## Shadowing on the saddle orbit of collinear H + H$_2$

### Problem

Three H atoms of mass $m = 1.007825$ amu lie on a line at $x_1<x_2<x_3$, with the centre of mass at the origin. I write the bond lengths as $r_1 = x_2-x_1 = R^\ddagger+s+a$ and $r_2 = x_3-x_2 = R^\ddagger+s-a$, so $s$ is the symmetric and $a$ the antisymmetric stretch. Near the saddle I model the surface as

$$V = V^\ddagger+\tfrac12\mu_s\omega^2s^2-\tfrac12\mu_a k^2\left(1+\frac{s}{L}\right)a^2 .$$

The exchange symmetry $a\to-a$ keeps $a=0$ invariant, and the motion $s=A\cos\omega t$, $a=0$ is the unstable periodic orbit over the saddle.

Data. Typical, approximate saddle values for H$_3$: $R^\ddagger = 0.93$ Å, symmetric stretch $2050$ cm$^{-1}$, barrier frequency $1500i$ cm$^{-1}$. Assumed for illustration: $L = 0.05$ Å. Chosen by me: amplitude $A = 0.005$ Å, velocity Verlet with $h = 0.25$ fs, and a working region of half-width $\rho = 0.005$ Å in each hyperbolic coordinate.

With $s/L$ dropped at first, find:

(a) the multiplier $M$ of one Verlet step in $(a,\dot a)$ and the shadowing factors;

(b) the shadowing distance when positions in Å are rounded to single precision (24-bit significand) after each drift, with everything else exact;

(c) the same when the force $-\partial V/\partial a$ carries noise bounded by $\delta F = 1$ meV/Å;

(d) the distance from a Verlet orbit to an orbit of the exact flow;

(e) the bound for segments of 65 steps patched with jumps of at most $10^{-6}$ Å in each hyperbolic coordinate;

(f) what the bound does not cover, and the size of the $s/L$ term.

### Masses and rates

In $s$ the outer atoms move by $\mp s$, so the kinetic energy is $m\dot s^2$ and $\mu_s = 2m = 2.01565$ amu. In $a$ the central atom moves by $2a/3$ and the outer ones by $-a/3$, so the kinetic energy is $\tfrac12 m(\tfrac49+\tfrac29)\dot a^2$ and $\mu_a = 2m/3 = 0.67188$ amu. Multiplying wavenumbers by $2\pi c$ gives

$$k = 0.282548\ \text{fs}^{-1},\qquad \omega = 0.386149\ \text{fs}^{-1},\qquad T = 2\pi/\omega = 16.271\ \text{fs} = 65.09\,h .$$

With 1 amu Å$^2$ fs$^{-2}$ $= 103.64$ eV the curvatures are $\mu_ak^2 = 5.559$ eV Å$^{-2}$ and $\mu_s\omega^2 = 31.15$ eV Å$^{-2}$. The orbit lies $\tfrac12\mu_s\omega^2A^2 = 0.39$ meV above the saddle. One period multiplies a transverse displacement by $e^{kT} = 99.2$. I carry unrounded values from step to step. The long digit strings describe the arithmetic of the map for the stated inputs, and not the molecule, whose frequencies I have only to two or three figures.

### Why the bound holds

Let $\mathsf A$ be a linear map with multipliers $M>1$ and $1/M$, and let $u$ and $w$ be the coordinates along its unstable and stable eigenvectors. A pseudo-orbit obeys $z_{n+1} = \mathsf Az_n+e_n$, with $|e^u_n|\le d_u$ and $|e^w_n|\le d_w$. I look for a true orbit $y_{n+1} = \mathsf Ay_n$ and define $\delta_n = y_n-z_n$, true minus computed. Then

$$\delta^u_{n+1} = M\delta^u_n-e^u_n,\qquad \delta^w_{n+1} = \delta^w_n/M-e^w_n .$$

Each recursion has to be run in the direction in which it contracts. The stable one contracts forward in time and collects past errors. The unstable one, written as $\delta^u_n = (\delta^u_{n+1}+e^u_n)/M$, contracts backward and collects future errors:

$$\delta^u_n = \sum_{j\ge0}M^{-(j+1)}e^u_{n+j},\qquad \delta^w_n = -\sum_{j\ge0}M^{-j}e^w_{n-1-j}.$$

The geometric series give

$$|\delta^u_n|\le\frac{d_u}{M-1},\qquad |\delta^w_n|\le\frac{d_w}{1-1/M}.$$

Any other solution differs by $C_uM^n$ or $C_wM^{-n}$, so on a doubly infinite orbit the bounded shadow is unique. On a finite stretch of $N$ steps I set $\delta^w_0=0$ and $\delta^u_N=0$; the sums truncate and the same bounds hold. This is the linear core of the shadowing lemma of Anosov and Bowen. Two things I keep in mind. The $d$'s are components along the eigenvectors and have to be projected out of the position and velocity errors. And the shadow does not start where the computed orbit starts: its $u_0$ is shifted by an amount fixed by errors that are made later.

### (a) The Verlet map across the barrier

For $\ddot a = k^2a$, half kick, drift and half kick compose to

$$\mathsf A = \begin{pmatrix}1+x^2/2 & h\\ k^2h\,(1+x^2/4) & 1+x^2/2\end{pmatrix},\qquad x = kh = 0.0706369 ,$$

acting on $(a,v)$ with $v=\dot a$. The determinant is 1 and the trace is $2+x^2$. Setting $M = e^{\theta}$ with $\theta = k'h$, I get $2\cosh\theta = 2+x^2$, which is $\sinh(\theta/2) = x/2$. I abbreviate $S = \sinh(\theta/2) = x/2$ and $C = \cosh(\theta/2) = \sqrt{1+x^2/4} = 1.0006235$. The eigenvectors are $(1,\pm\kappa)$ with $\kappa = kC = \sinh\theta/h$, so

$$u = \tfrac12(a+v/\kappa),\qquad w = \tfrac12(a-v/\kappa),\qquad a = u+w ,$$

and both coordinates are in Å. The numbers are $\theta = 0.0706223$, $k' = 0.282489$ fs$^{-1}$, $\kappa = 0.282724$ fs$^{-1}$, $M = 1.073176$ and $1/M = 0.931814$. Verlet makes the barrier slightly less unstable: $k'/k-1 = -2.08\times10^{-4}$, of leading form $-x^2/24$.

From $M-1 = 2Se^{\theta/2}$, $1-1/M = 2Se^{-\theta/2}$ and $e^{\mp\theta/2} = C\mp S$,

$$\frac1{M-1} = \frac Cx-\frac12 = 13.666,\qquad \frac1{1-1/M} = \frac Cx+\frac12 = 14.666,\qquad \frac1x = 14.157 .$$

So both distances are $d/(kh)$ up to a relative correction $\mp x/2 = \mp0.035$. The reading is simple: only the errors within about one e-folding time $1/k = 3.54$ fs, about 14 steps, count.

### (b) Rounding of positions

The outer atoms stay between 0.5 and 1 Å from the origin, where single-precision numbers are spaced by $2^{-24}$ Å, so each is rounded by at most $2^{-25}$ Å. Since $a = x_2-(x_1+x_3)/2$, the outer atoms give $|e_a|\le d_a = 2^{-25}$ Å $= 2.98\times10^{-8}$ Å. The central atom has $|x_2| = 2|a|/3<2^{-7}$ Å, its rounding is at most $d_a/128$, and I drop it. An exactly mirror-symmetric state would round symmetrically and give $e_a=0$; any $a\neq0$ removes that protection.

The second half kick uses the force at the rounded position, so $e_v = \tfrac12hk^2e_a$ and $e_v/\kappa = (S/C)\,e_a = 0.0353\,e_a$. Projecting,

$$d_u = \frac{d_ae^{\theta/2}}{2C} = 1.543\times10^{-8}\ \text{Å},\qquad d_w = \frac{d_ae^{-\theta/2}}{2C} = 1.438\times10^{-8}\ \text{Å}.$$

The exponentials cancel against those of the shadowing factors, and both directions contribute $d_a/(4SC) = d_a/(2\sinh\theta) = 2.108\times10^{-7}$ Å. Future and past errors are independent, so the two bounds can be reached together:

$$|\delta a|\le\frac{d_a}{\sinh\theta} = \frac{d_a}{\kappa h} = 14.148\,d_a = 4.22\times10^{-7}\ \text{Å}.$$

As a check I eliminate the velocity. The computed positions obey $a_{n+1}-2a_n+a_{n-1}-x^2a_n = e_n-e_{n-1}$, where $e_n$ is the rounding made in $a_{n+1}$. The bounded Green function of the left side is $G_j = -M^{-|j|}/(2\sinh\theta)$. The worst sequence is $-d_a$ before step $n$ and $+d_a$ from step $n$ on, a single source $2d_a$, and $|2d_aG_0| = d_a/\sinh\theta$ as found. A constant $e_a$ gives no position shift at all, only $\delta v = e_a/h$.

If the two roundings are independent, uniform and uncorrelated between steps, $e_a$ has $\sigma = d_a/\sqrt6 = 1.22\times10^{-8}$ Å. Adding squares of the weights, $\sum_j(G_j-G_{j+1})^2 = 1/(4C^2\sinh\theta)$, I get an rms distance $\sigma/(2C\sqrt{\sinh\theta}) = 2.3\times10^{-8}$ Å, 18 times below the bound.

The shadow here is an orbit of the Verlet map in exact arithmetic.

### (c) Force noise

A force noise bounded by $\delta F$ is an acceleration $|g_n|\le g = \delta F/\mu_a = 1.436\times10^{-5}$ Å fs$^{-2}$. It enters the position through the first half kick and the velocity through both:

$$e_a = \tfrac12h^2g_n,\qquad e_v = \tfrac12h\left[(1+x^2/2)\,g_n+g_{n+1}\right].$$

In $e^u$ both coefficients are positive. In $e^w$ the coefficient of $g_n$ is $\tfrac14h^2(1-\coth\theta)$ and that of $g_{n+1}$ is $-h/(4\kappa)$, both negative. A constant $g_n=g$ is therefore the worst case for both. It gives $e_a = 4.49\times10^{-7}$ Å, $e_v = hgC^2 = 3.595\times10^{-6}$ Å/fs and $e_v/\kappa = 1.271\times10^{-5}$ Å, so the velocity part dominates. In closed form $e^u = (g/k^2)\,S(S+C)$ and $e^w = (g/k^2)\,S(S-C)$, or

$$d_u = \frac{g}{2k^2}(M-1) = 6.58\times10^{-6}\ \text{Å},\qquad d_w = \frac{g}{2k^2}\left(1-\frac1M\right) = 6.13\times10^{-6}\ \text{Å}.$$

Each direction contributes $g/(2k^2) = 8.99\times10^{-5}$ Å; the shortcut $d_u/(kh)$ gives $9.32\times10^{-5}$ Å. The signs add, because $e^w<0$ enters $\delta^w$ with a minus sign:

$$|\delta a|\le\frac g{k^2} = \frac{\delta F}{\mu_ak^2} = \frac{10^{-3}\ \text{eV Å}^{-1}}{5.559\ \text{eV Å}^{-2}} = 1.80\times10^{-4}\ \text{Å}.$$

This is exact for every $h$ and is what statics says: a constant extra force moves the barrier top to $a=-g/k^2$, a computed orbit can rest there, and its shadow rests at $a=0$. In $d/(kh)$ the per-step error is proportional to $h$ and the step cancels.

To see what shadowing buys, I compare with an exact orbit started from the same point. That difference grows as $u_N = d_u(M^N-1)/(M-1)$ in the worst case and reaches $\rho$ after $N = \theta^{-1}\ln[1+\rho(M-1)/d_u]$ steps. This is 143 steps (36 fs) for rounding and 57 steps (14 fs) for force noise. A run launched on the orbit can thus fall off within one period under this noise, and whether it goes to reactants or products is then decided by the noise. Its shadow, launched at most $8.99\times10^{-5}$ Å away in $u$, falls off with it to the same side.

### (d) Truncation

Now the true map is the exact flow over $h$, which in the variables $(a,v/k)$ has $\cosh x$ on the diagonal and $\sinh x$ off it, with multipliers $e^{\pm x}$. In the same variables $\mathsf A$ has off-diagonal entries $x$ and $x+x^3/4$. The difference, Verlet minus exact, is $-x^3/6$ in the upper and $+x^3/12$ in the lower entry, and $O(x^4)$ on the diagonal. With $U,W = \tfrac12(a\pm v/k)$,

$$e^U = -\frac{x^3}{24}U+\frac{x^3}{8}W,\qquad e^W = -\frac{x^3}{8}U+\frac{x^3}{24}W ,$$

up to relative corrections of order $x$. The $1/24$ terms are the shift $k'-k$, and the $1/8$ terms are the tilt of the eigenvectors from $k$ to $\kappa$. The error vanishes on the orbit itself. For $|U|,|W|\le\rho$ I have $d = x^3\rho/6 = 2.9\times10^{-7}$ Å per step, a distance $d/x = 4.2\times10^{-6}$ Å in each direction, and

$$|\delta a|\lesssim x^2\rho/3 = 8.3\times10^{-6}\ \text{Å}.$$

This is an upper estimate, since a real passage spends only a few steps at the edge of the region.

The three sources scale as $h^{-1}$, $h^0$ and $h^2$. At $h=0.05$ fs the rounding bound rises to $2.11\times10^{-6}$ Å, the truncation bound falls to $3.3\times10^{-7}$ Å, and the force bound is unchanged. The sum $d_a/x+x^2\rho/3$ is least at $x^3 = 3d_a/(2\rho)$, that is $x = 0.0208$ and $h = 0.073$ fs. Below that step single-precision positions cost more than the shorter step gains. With 1 meV/Å of force noise the question is idle, since at $h=0.25$ fs that term is 22 times the truncation bound.

### (e) Patched segments

A long pseudo-orbit near the saddle exists only if something puts it back, as the matching conditions of a multiple-shooting search do. The map over one segment has multiplier $M^{65} = 98.5$. With jumps $d = 10^{-6}$ Å, at the start of a segment

$$|\delta^u|\le\frac d{M^{65}-1} = 1.03\times10^{-8}\ \text{Å},\qquad |\delta^w|\le\frac d{1-M^{-65}} = 1.01\times10^{-6}\ \text{Å}.$$

Here the shortcut $d/(kh)$ has no place, since the multiplier is far from 1 and the two bounds differ by that multiplier. Inside a segment $\delta^u$ grows by $M^{65}$ to at most $1.01\times10^{-6}$ Å just before the jump, while $\delta^w$ decays. The true orbit is nowhere much farther away than one jump.

### (f) What is left out

The pair $(s,\dot s)$ is not hyperbolic. Its multipliers lie on the unit circle, no direction of time contracts, and the geometric series is replaced by a sum that grows with the run. An error $e_s$ in position returns $j$ steps later as about $e_s\cos(j\omega h)$. Since $s = (x_3-x_1)/2-R^\ddagger$ has the same rounding bound $d_a$, the worst case adds $\sum|\cos j\omega h|\approx4/(\omega h) = 41.4$ such errors per period, or $1.23\times10^{-6}$ Å per period. A force noise of 1 meV/Å on $s$ in resonance adds $4\,\delta F/(\mu_s\omega^2) = 1.28\times10^{-4}$ Å per period. Truncation gives $\sin(\omega'h/2) = \omega h/2$, so $\omega'/\omega-1 = +3.89\times10^{-4}$, a phase slip of $2.44\times10^{-3}$ rad and a lag of up to $1.22\times10^{-5}$ Å per period. These are drifts in energy and in phase along the family of periodic orbits. A rescaling of time absorbs the phase slip, though not together with the shift of $k$, which has the opposite sign. An energy drift is not absorbed. All bounds above are therefore statements about the transverse pair only.

The $s/L$ term does two things. Off the orbit it turns a discrepancy $\delta s$ into an acceleration $k^2a\,\delta s/L$, and by (c) into a shift of at most $(|a|/L)\,|\delta s|$. At the edge, $|a| = 2\rho$, the factor is 0.2, and one period of worst-case rounding drift in $s$ gives $2.5\times10^{-7}$ Å. That rivals the bound of (b), so for runs that reach the edge after a period or more I trust (b) only to a factor of about two; near $a=0$ the term vanishes. A quartic term in $a$ on the same length scale would change the local $k^2$ by a fraction of order $(2\rho/L)^2 = 0.04$ at the edge. Terms quadratic in the shadowing distance are of relative size $1.80\times10^{-4}\ \text{Å}/L = 0.0036$ or less.

On the orbit the term modulates the instability. In continuous time the transverse equation is of Hill type,

$$\ddot a = k^2(1+\epsilon\cos\omega t)\,a+g,\qquad \epsilon = A/L = 0.1 .$$

I write the bounded response to constant $g$ as $a = -(g/k^2)\,b(t)$. To first order $b = 1-\epsilon k^2\cos\omega t/(k^2+\omega^2)$, with $k^2/(k^2+\omega^2) = 0.349$. To all orders the Fourier coefficients of $b = \sum_nb_ne^{in\omega t}$ obey

$$\left(1+n^2\omega^2/k^2\right)b_n+\tfrac12\epsilon\,(b_{n+1}+b_{n-1}) = \delta_{n0}.$$

As long as $b(t)$ is positive throughout, the maximum principle keeps the Green function of one sign, constant $g$ remains the worst noise, and $\max b$ is the factor on the bound of (c). The maximum sits at the inner turning point $\omega t=\pi$, where the barrier is flattest. Solving the tridiagonal system for $\epsilon=0.1$ gives $\max b = 1.037$, and the bound becomes $1.9\times10^{-4}$ Å. Two figures are all that the constant-$k$ treatment supports.

The orbit I chose is a very small one. A symmetric stretch with its zero-point energy has amplitude $\sqrt{\hbar/(\mu_s\omega)} = 0.090$ Å, so $\epsilon = 1.8$, and the local $k^2$ is negative during the compressed part of each period. The same system then gives $b = 1.0$ at the outer turning point, a mean $b_0 = 2.4$ and $\max b = 4.1$, which would put the bound near $7\times10^{-4}$ Å. At that amplitude neither a linear $k^2(s)$ nor a sinusoidal $s(t)$ is reliable and $L$ is an assumed number, so I take from this only the direction and rough size: at energies where H + H$_2$ trajectories are normally run, the constant-$k$ formula is likely to be too small by a factor of a few.

### Result

| source | $d_u$ per step (Å) | bound on $\lvert\delta a\rvert$ (Å) | scaling | shadow belongs to |
|---|---|---|---|---|
| single-precision positions | $1.543\times10^{-8}$ | $4.22\times10^{-7}$ | $h^{-1}$ | Verlet map |
| force noise 1 meV/Å | $6.58\times10^{-6}$ | $1.80\times10^{-4}$ | $h^0$ | Verlet map |
| truncation within $\rho$ | $2.9\times10^{-7}$ | $8.3\times10^{-6}$ | $h^2$ | exact flow |

These are the model's numbers at constant $k$, with frequencies taken at typical H$_3$ saddle values. For the 0.39 meV orbit the force noise dominates, and with the modulation included the model's transverse shadowing distance is $1.9\times10^{-4}$ Å, against a same-start comparison that is lost after about 14 fs.